Dear colleague,

You asked why a micrometre of thermal oxide, which you trust against boron and phosphorus, lets gallium through at 1100 °C, and how thick it would have to be to hold. Both answers follow from diffusion in two layers. I write the derivation out in full so that you can see which premise carries which part of the result.

Premises

The oxide–silicon interface is at x = 0, the oxide fills −x₀ < x < 0 and the silicon fills x > 0. Concentrations are in cm⁻³ and diffusivities in cm²/s.

(a) Transport is one-dimensional and Fickian, with constant diffusivities D_ox and D_Si:
∂C_ox/∂t = D_ox ∂²C_ox/∂x², ∂C_Si/∂t = D_Si ∂²C_Si/∂x². (1)
(b) Neither layer contains the dopant at t = 0.
(c) The source holds the concentration just inside the outer oxide surface fixed: C_ox(−x₀,t) = C₀ for t > 0.
(d) The interface is in local equilibrium, C_Si(0,t) = m C_ox(0,t). My convention is m = (concentration in silicon)/(concentration in oxide). If your tables use the inverse ratio, replace m by 1/m throughout.
(e) The interface stores no dopant and does not move, so the flux is continuous: D_ox ∂C_ox/∂x = D_Si ∂C_Si/∂x at x = 0.
(f) The silicon is semi-infinite: C_Si → 0 as x → ∞.

It helps to define C_S = m C₀. For dilute solutions this is the surface concentration that bare silicon in a window would take in equilibrium with the same source, because silicon at m C₀ is in equilibrium with oxide at C₀.

Step 1: Laplace transform

Let c(x,s) be the integral of exp(−st) C(x,t) over t from 0 to ∞. Integration by parts turns ∂C/∂t into s c − C(x,0), and (b) removes the second term. Equations (1) become c″ = q² c, with q₁ = (s/D_ox)^(1/2) in the oxide and q₂ = (s/D_Si)^(1/2) in the silicon, both roots taken with positive real part. The general solutions are
c_ox = A cosh(q₁x) + B sinh(q₁x), c_Si = E exp(−q₂x), (2)
where (f) has excluded the growing exponential in the silicon.

Step 2: interface conditions

At x = 0, (d) gives E = mA. Premise (e) gives D_ox q₁ B = −D_Si q₂ E. Since D q = (sD)^(1/2) in each layer, B = −mA (D_Si/D_ox)^(1/2). With
r = (D_ox/D_Si)^(1/2) (3)
this reads B = −(m/r) A.

Step 3: outer surface

The transform of the constant C₀ is C₀/s. At x = −x₀ the cosh keeps its sign and the sinh changes it, so (c) gives
A [cosh(q₁x₀) + (m/r) sinh(q₁x₀)] = C₀/s. (4)
Written in exponentials, the bracket is [(r + m) exp(q₁x₀) + (r − m) exp(−q₁x₀)]/(2r). Taking out the first term,
A = (C₀/s) [2r/(r + m)] exp(−q₁x₀) / [1 + R exp(−2q₁x₀)], R = (r − m)/(r + m). (5)
Because r and m are positive, −1 < R < 1. Note also 1 + R = 2r/(r + m) and 1 − R = 2m/(r + m).

Step 4: expansion

For Re s > 0 the modulus of R exp(−2q₁x₀) is at most |R| < 1, so the last factor of (5) is a uniformly convergent geometric series:
A = (C₀/s)(1 + R) Σ_j (−R)^j exp[−(2j + 1) q₁x₀], j = 0, 1, 2, … (6)

Step 5: inversion

One transform pair is needed: exp(−a√s)/s belongs to erfc[a/(2√t)] for a ≥ 0. To see it, note that g(a,t) = erfc[a/(2√t)] satisfies ∂g/∂t = ∂²g/∂a² by direct differentiation, vanishes at t = 0 for a > 0, equals 1 at a = 0 and is bounded. Its transform therefore obeys s g̃ = g̃″ with g̃(0) = 1/s and stays bounded, which leaves only exp(−a√s)/s.

In c_Si = mA exp(−q₂x) each term of (6) has this form, with a = (2j + 1)x₀/√D_ox + x/√D_Si. The inverted terms are bounded by |R|^j, so the series in time converges uniformly and may be transformed term by term, which returns (6). Hence
C_Si(x,t) = C₀ [2mr/(m + r)] Σ_j (−R)^j erfc[(2j + 1)u + x/(2(D_Si t)^(1/2))], (7)
u = x₀/(2(D_ox t)^(1/2)), (8)
and at the silicon surface
C_Si(0,t) = C₀ [2mr/(m + r)] Σ_j (−R)^j erfc[(2j + 1)u] = C_S F(u), (9)
with F(u) = (1 + R) Σ_j (−R)^j erfc[(2j + 1)u].

Step 6: the oxide profile as a test

With B = −(m/r)A, equation (2) is c_ox = [A/(1 + R)] [exp(−q₁x) + R exp(q₁x)]. Inserting (6) and inverting, with ℓ = 2(D_ox t)^(1/2),
C_ox = C₀ Σ_j (−R)^j {erfc[((2j + 1)x₀ + x)/ℓ] + R erfc[((2j + 1)x₀ − x)/ℓ]}. (10)
At x = −x₀ the second member of term j cancels the first member of term j + 1, and only erfc(0) = 1 survives, so (c) holds. At x = 0 each brace is (1 + R) erfc[(2j + 1)u], which is the matching term of (9) divided by m, so (d) holds. The fluxes of term j on the two sides share one Gaussian factor and carry the weights (1 − R)√D_ox and m(1 + R)√D_Si, which are equal by (3), so (e) holds.

Equation (10) shows what R is. An erfc front enters from the source, the interface returns an image of weight R, and the fixed outer surface returns that image with reversed sign, hence −R per round trip. For r ≫ m the silicon carries dopant away too slowly to matter, R → 1, the interface acts as a wall and the prefactor in (9) tends to 2mC₀. For r ≪ m the silicon is a nearly perfect sink, R → −1, and the prefactor tends to 2rC₀, free of m. For r = m there is no reflection and the term j = 0 is exact. As u → 0 every erfc tends to 1, the sum tends to 1/(1 + R), and C_Si(0,t) → C_S, as it must for a vanishing oxide or a long time.

Step 7: the masking criterion

Take a substrate of opposite type with background doping C_B, and call the mask good if no junction forms under it, that is C_Si(0,t) ≤ C_B. The surface is the place to look because the silicon is fed only from there. The end of the run is the time to look: the difference C(x,t + δ) − C(x,t) obeys the same linear equations with zero value at the outer surface and non-negative initial data, so by the maximum principle (applied to C_ox and C_Si/m, which join continuously) it never turns negative. C_Si(0,t) thus grows with t. Since it depends on t and x₀ only through u, F falls monotonically from 1 at u = 0 to 0 at large u, and for C_B < C_S the equation F(u*) = C_B/C_S has one root. Then x_min = 2(D_ox t)^(1/2) u*.

Keeping only j = 0 in (9) gives erfc(u*) = y, with
y = C_B (m + r)/(2 m r C₀) = C_B/[(1 + R) C_S],
x_min = 2 (D_ox t)^(1/2) erfc⁻¹[C_B (m + r)/(2 m r C₀)], (11)
where erfc⁻¹ is the inverse function.

Step 8: the truncation error

Shifting the integration variable in the definition of erfc gives erfc(z) = exp(−z²) G(z), where G(z) is 2/√π times the integral of exp(−v² − 2zv) over v from 0 to ∞. G decreases with z. Therefore erfc[(2j + 1)u]/erfc(u) ≤ exp[−4j(j + 1)u²] ≤ exp(−8ju²) for j ≥ 1, and the dropped terms, relative to the one kept, add up to at most
ρ/(1 − ρ), ρ = |R| exp(−8u²). (12)
Even for |R| → 1 this is below 1 per cent once exp(8u²) > 101, that is u > 0.76, or y < 0.28. The sign matters too. For R > 0 the series alternates with shrinking terms, j = 0 overestimates C_Si, and (11) lies on the thick, safe side. For R < 0 all terms are positive and (11) is too thin; when C_B/C_S lies between 1 + R and 1 it has y > 1 and returns a negative thickness although the true one is positive.

Step 9: what happens when the mask is too thin

For x₀ < x_min a junction forms at the depth x_j where (7) equals C_B. The term j = 0 sets its argument equal to u*, so u + x_j/(2(D_Si t)^(1/2)) = u*. Multiplying by 2(D_Si t)^(1/2) = ℓ/r,
x_j ≈ (x_min − x₀)/r. (13)
A thickness x₀ of oxide costs the front only x₀/r of silicon depth. For r ≪ 1 this is a strong barrier, and for r ≫ 1 hardly any.

The surface concentration under a thin oxide needs the whole series, but it has a closed limit. For t ≫ x₀²/D_ox the relevant s ~ 1/t make q₁x₀ small, so in (4) cosh → 1 and sinh → q₁x₀. Then mA = C_S k/[s(√s + k)] with k = r√D_ox/(m x₀). The function 1 − exp(k²t) erfc(k√t) has this transform for unit C_S, so
C_Si(0,t)/C_S ≈ 1 − exp(β²) erfc(β), β = k√t = r/(2mu). (14)
Here the oxide has a linear profile and acts as a series conductance D_ox/x₀; what is dropped is the dopant needed to fill it.

Range of validity

Equations (7), (9) and (10) are exact under (a) to (f); (11) needs in addition y below about 0.28; (13) needs the terms j ≥ 1 of (7) to be small at the junction, which is to be checked case by case; (14) needs t ≫ x₀²/D_ox. The premises themselves restrict you as follows.

Constant D_Si requires a dopant concentration N well below the intrinsic carrier density n_i at the process temperature. From p − n = N and pn = n_i², p/n_i = N/(2n_i) + [1 + (N/(2n_i))²]^(1/2). A diffusivity carried wholly by positively charged point defects scales as p/n_i, and the built-in field multiplies it by 1 + d ln p/d ln N = 1 + N/(N² + 4n_i²)^(1/2). At the masking threshold N ≤ C_B and both factors are 1 in practice, so (11) is safe here even when the windows are not.

Constant D_ox requires a dilute dopant that does not change the glass. Sources of boron or phosphorus oxide form a mixed glass whose front advances into the mask, and that is a moving-boundary problem outside this model. D_ox also depends on the ambient, so it must belong to the gas you use.

The fixed interface requires a non-oxidising ambient. Oxidation moves the boundary and also alters D_Si through injected interstitials. Local equilibrium fails at short times if transfer across the interface or from the gas is slow; a transfer barrier lowers C_Si, so (11) then overestimates the thickness needed. One dimension requires a position far from window edges, and an oxide free of pinholes. For several heat treatments D_ox t may be replaced by the sum over steps only if r, m and C₀ are the same in each. Dopant stored in the oxide keeps entering the silicon after the source is shut off unless the oxide is stripped.

Gallium at 1100 °C for one hour

As inputs I take typical, approximate values: D_ox ≈ 5 × 10⁻¹¹ cm²/s, D_Si ≈ 3 × 10⁻¹³ cm²/s, m ≈ 20 and n_i ≈ 10¹⁹ cm⁻³. I assume C_S = 10¹⁸ cm⁻³, chosen below n_i, so that C₀ = 5 × 10¹⁶ cm⁻³, an n-type wafer with C_B = 10¹⁴ cm⁻³ as for a power device, and t = 3600 s. The inputs are worth one figure; I carry more only so that you can follow the arithmetic, and all results are the model's.

Then r = 12.91, R = −0.215, 1 + R = 0.785, ℓ = 8.49 µm and 2(D_Si t)^(1/2) = 0.657 µm. The argument in (11) is y = 1.27 × 10⁻⁴, so u* = 2.71 and x_min = 23.0 µm. The bound (12) on the dropped terms is below 10⁻²⁶.

This number rests almost wholly on D_ox. If you allow only C_B/10 at the surface, x_min becomes 26 µm. With m = 1 at the same C_S it becomes 24 µm. A tenfold smaller D_ox gives 6.9 µm. For 1 µm of oxide to mask, solving (11) with r adjusted accordingly requires D_ox = 1.4 × 10⁻¹³ cm²/s.

Nor can you grow your way out. Equation (11) has the form x_min² = K t with K = 4 D_ox u*² = 5.3 × 10² µm²/h. A typical parabolic rate constant for wet oxidation at 1100 °C is about 0.5 µm²/h, so the mask for one hour of gallium would take about 1.1 × 10³ h to grow.

Now your real mask, x₀ = 1 µm. The junction appears when u has fallen to u*, at t = x₀²/(4 D_ox u*²) = 6.8 s. After one hour u = 0.118, and the terms (−R)^j erfc[(2j + 1)u] are 0.868, 0.133, 0.019, 0.002, with the full sum 1.022. The surface under the oxide stands at F = 0.802 of the window value. The term j = 0 alone gives 0.681, which is 15 per cent low, as Step 8 warns for small u and R < 0. Since x₀²/D_ox = 200 s is short against the hour, (14) applies: β = 2.74 and the ratio is 0.806, higher than the series by 0.004.

In the window, erfc⁻¹(C_B/C_S) = 2.75 and the junction lies at 1.81 µm. Under the oxide the full series (7) puts it at 1.71 µm, and the short form (13) at 1.70 µm. The mask buys 0.10 µm.

Two neglected effects are as large as that small difference. The two concentration factors given above raise D_Si at the surface by up to 1.10 in the window and 1.08 under the oxide; a uniform factor 1.10 would deepen the window junction by 0.09 µm. This shifts both junctions the same way and cancels largely in the difference. A wet ambient would, by the parabolic law with the constant above, thicken the 1 µm oxide by 0.22 µm in the hour and, at about 0.44 µm of silicon per µm of oxide, move the interface by 0.10 µm, and by more in the bare window. So read the difference as roughly a tenth of a micrometre, and only for a non-oxidising ambient.

The conclusion that a micrometre of oxide is nearly transparent to gallium is in line with typical process experience, but do not count that as a test of the theory, since diffusivities in oxide are commonly extracted by fitting solutions of this very kind. The 23 µm is an extrapolation far beyond any usual thermal oxide, and it scales roughly as the square root of a D_ox that I would not trust to better than a factor of a few. Aluminium is likewise known as poorly masked by oxide, and the same formulas apply as long as it stays dilute; it can, however, react with the silica, which breaks premise (a), so I give no number for it. If you wish to fix D_ox for your own ambient, (13) tells you that junction depth against oxide thickness has the slope −1/r, here less than a tenth, so a steep, well-resolved signal is better sought in short runs, where the breakthrough thickness of (11) falls into the range you can grow.